## Finding a crystal momentum from an energy

In a crystal an electron level depends on momentum as well as on band. Six levels of lonsdaleite, the hexagonal form of diamond, are shown here with their momenta concealed. The other levels of the same calculation have known momenta and serve as guides; they are printed with the labels at the end. The start level comes from PBEsol and the corrected level from B3LYP applied once to the same orbitals. Each column counts from its own highest filled level.

Start levels of lonsdaleite (carbon, 4-atom cell) are from PBEsol in ABINIT 10.8.3, corrected levels from B3LYP applied once to the PBEsol orbitals. The calculation uses PseudoDojo 0.4.1 standard scalar-relativistic norm-conserving pseudopotentials, a 1006.82 eV plane-wave cutoff and a Γ-centred 7×7×4 k mesh. Each column counts from its own highest filled level. Candidates: 11, 13, 32, 7, 23, 16.

```tsv
row	state start level (eV)	state corrected level (eV)
A	3.594	5.802
B	5.372	7.601
C	-4.500	-4.701
D	-3.996	-4.156
E	-2.993	-3.138
F	-3.731	-3.891
```

The candidates are the following states, with momentum given as components along the three reciprocal cell vectors:

- Row 7: top filled band at (0.429, 0, 0)
- Row 11: top filled band at (0.286, 0.143, 0)
- Row 13: top filled band at (0.429, 0.143, 0)
- Row 16: first empty band at (0.286, 0.286, 0)
- Row 23: top filled band at (0.429, 0, 0.25)
- Row 32: first empty band at (0.286, 0.286, 0.25)

Three places serve as landmarks. Γ is zero momentum, where the highest filled level lies. M is halfway along the first reciprocal vector, and K is at (1/3, 1/3, 0). Both M and K lie on the boundary of the Brillouin zone.

### The two empty levels

The sign settles the first division: A and B are positive and therefore empty. They must be rows 16 and 32, which differ only in the third component of momentum. At the seven other in-plane momenta of the calculation, the first empty level is higher when this component is 0.25 than when it is zero, by 0.13 to 1.07 eV. The lower level, A, should then be row 16, and B row 32.

Known physics supports this choice. Semilocal functionals place the lowest empty state of lonsdaleite at K, and row 16 is the candidate nearest to K. The separation of A and B, 1.78 eV, is larger than in any of the seven pairs, but the opposite assignment would make this the only pair with a reversed order.

### Why distance from Γ is not enough

Close to Γ, the top filled states mix with empty states above them and are pushed down. The mixing grows with momentum, so distance from Γ is a natural first guide. It ranks the filled candidates as row 11, row 7, row 23 and row 13, from nearest to farthest, and would make E row 11. Far from Γ, however, direction also matters, and the opposite limit, the zone boundary, gives a better clue.

Momenta k and −k have the same energy, and adding a whole reciprocal vector changes nothing. Two points equally far on either side of M, along the line from Γ, therefore have equal energies. A band that no other band crosses must be flat at M, as it must be at Γ. Between these two flat ends it should fall slowly, then quickly, then slowly again.

The first two steps of the mesh from Γ towards M lower the filled level by 0.81 and 1.35 eV. Row 7 is the next point, just short of M. If it is E, the third step is 0.84 eV and the fall slows as expected. If it is F, the step is 1.57 eV, and C or D would make it larger still. E is therefore row 7.

### An estimate for row 23

Row 23 has the same in-plane momentum as row 7, but its third component is 0.25. Suppose that the energy along this line is a sum of two parts, one set by the in-plane momentum and one by the third component. Changing the third component then shifts each level on the line by the same amount. At the three preceding points the shifts are −0.726, −0.725 and −0.733 eV, so the assumption works well there.

The nearest of these points gives the estimate for row 23:

−2.993 eV − 0.733 eV = −3.726 eV

Level F lies at −3.731 eV, and the next candidate, D, is about 0.27 eV away from the estimate. F is therefore row 23. The cutoff and mesh were not shown to be converged, and ABINIT warned that its FFT grid does not match the crystal symmetries, which adds an error of unknown size. The agreement within 0.01 eV therefore identifies a level but does not measure the accuracy of the calculation.

The sum rule needs row 7 to be known first. C and F are also separated by a similar amount, 0.77 eV, and would pass as such a pair. The flattening near M is what excludes them. The rule is also confined to this line: at (0.143, 0.143) the same change of the third component lowers the filled level by only 0.40 eV.

### The remaining pair

C and D are left for rows 11 and 13. Row 13 lies on the zone boundary between M and K, where symmetry again makes an uncrossed band flat in the direction that leads there from row 11. If D is row 11 and C is row 13, the filled level falls by 1.56 eV from (0.143, 0.143, 0) to row 11 and by a further 0.50 eV to row 13. This is the expected slowing, but the known levels with a third component of 0.25 do not show it: there the same two steps lower the filled level by 0.90 and 0.92 eV. They support a continued fall, not the flattening itself.

With the two exchanged, the level would fall by 2.06 eV and then rise by 0.50 eV. A crossing of bands could produce such a turn, so this assignment is only probable. The other four are firmer. That of row 7 also assumes that no crossing disturbs the band near M, but the sum rule gives it some separate support: E and F fit the rule more closely than F and C do.

The B3LYP column cannot decide the matter. It leaves the six levels in the same order, and it shifts D and F by the same −0.16 eV although their momenta differ.

### The labels

The rows with their labels:

```tsv
row	state band	state start level (eV)	state corrected level (eV)
1	top filled	0.000	0.000
2	first empty	4.718	6.658
3	top filled	-0.809	-0.830
4	first empty	4.856	6.822
5	top filled	-2.158	-2.252
6	first empty	4.546	6.574
7	top filled	-2.993	-3.138
8	first empty	4.175	6.266
9	top filled	-2.440	-2.494
10	first empty	6.016	8.070
11	top filled	-3.996	-4.156
12	first empty	5.419	7.567
13	top filled	-4.500	-4.701
14	first empty	5.017	7.218
15	top filled	-6.282	-6.472
16	first empty	3.594	5.802
17	top filled	-0.726	-0.732
18	first empty	5.508	7.476
19	top filled	-1.534	-1.572
20	first empty	5.248	7.235
21	top filled	-2.891	-3.000
22	first empty	4.676	6.703
23	top filled	-3.731	-3.891
24	first empty	4.505	6.599
25	top filled	-2.835	-2.918
26	first empty	6.209	8.208
27	top filled	-3.733	-3.871
28	first empty	6.159	8.260
29	top filled	-4.649	-4.809
30	first empty	6.088	8.274
31	top filled	-4.792	-4.992
32	first empty	5.372	7.601
```

Each odd row and the even row after it share one momentum. In rows 1 to 16 the third component is zero, and the in-plane components run through (0, 0), (0.143, 0), (0.286, 0), (0.429, 0), (0.143, 0.143), (0.286, 0.143), (0.429, 0.143) and (0.286, 0.286). Rows 17 to 32 repeat this order with a third component of 0.25.

The labels confirm all six assignments, including the probable pair. They also show how the distance rule fails: row 11 is the nearest of the four filled states to Γ, yet only the third highest. A better guess for a neighbouring point begins with the direction of travel and asks whether a flat zone boundary is close.

The corrected levels show a different effect. Relative to the highest filled level, B3LYP raises the empty levels by 1.94 to 2.23 eV, while it deepens the filled ones by at most 0.20 eV. Theory attributes most of this opening to the share of exact exchange in B3LYP, which favours filled states over empty ones more strongly than PBEsol does. The table compares the two functionals as a whole and does not isolate that share.

Row 16 also sets the smallest gap on this mesh, 3.59 eV with PBEsol and 5.80 eV with B3LYP. The mesh passes close to K but does not include it, so each functional's own gap over the whole zone is probably somewhat smaller. This is not a comparison with experiment: PBEsol, like other semilocal functionals, usually gives gaps well below the measured ones. The differences used in the argument are printed after this section.

The analysis program printed:

```
Distance from Gamma, row 7 (1/angstrom): 1.233
Distance from Gamma, row 11 (1/angstrom): 1.087
Distance from Gamma, row 13 (1/angstrom): 1.482
Distance from Gamma, row 23 (1/angstrom): 1.291
Filled level towards M, first step (eV): -0.809
Filled level towards M, second step (eV): -1.349
Filled level towards M, third step as assigned (eV): -0.835
Third step if row 7 had the level of row 23 (eV): -1.573
Filled level, change from kc 0 to 0.25 at ka 0 (eV): -0.726
Filled level, change from kc 0 to 0.25 at ka 0.143 (eV): -0.725
Filled level, change from kc 0 to 0.25 at ka 0.286 (eV): -0.733
Same change at ka 0.429 as assigned, row 23 less row 7 (eV): -0.738
Rival pair, level of row 13 less level of row 23 (eV): -0.769
Off the line, same change at (0.143, 0.143) (eV): -0.395
Filled level from (0.143, 0.143, 0) to row 11 as assigned (eV): -1.556
Filled level from row 11 to row 13 as assigned (eV): -0.504
First of these steps if rows 11 and 13 were swapped (eV): -2.06
Second of these steps if rows 11 and 13 were swapped (eV): 0.504
Empty level, rise from kc 0 to 0.25 at (0, 0) (eV): 0.79
Empty level, rise from kc 0 to 0.25 at (0.143, 0) (eV): 0.392
Empty level, rise from kc 0 to 0.25 at (0.286, 0) (eV): 0.13
Empty level, rise from kc 0 to 0.25 at (0.429, 0) (eV): 0.33
Empty level, rise from kc 0 to 0.25 at (0.143, 0.143) (eV): 0.193
Empty level, rise from kc 0 to 0.25 at (0.286, 0.143) (eV): 0.74
Empty level, rise from kc 0 to 0.25 at (0.429, 0.143) (eV): 1.071
Empty level, rise as assigned, row 32 less row 16 (eV): 1.778
Smallest B3LYP shift of an empty level against the valence top (eV): 1.94
Largest B3LYP shift of an empty level against the valence top (eV): 2.229
Largest deepening of a filled level by B3LYP, as a shift (eV): -0.201
B3LYP shift of row 16 (eV): 2.208
B3LYP shift of row 32 (eV): 2.229
B3LYP shift of row 11 (eV): -0.16
B3LYP shift of row 23 (eV): -0.16
```
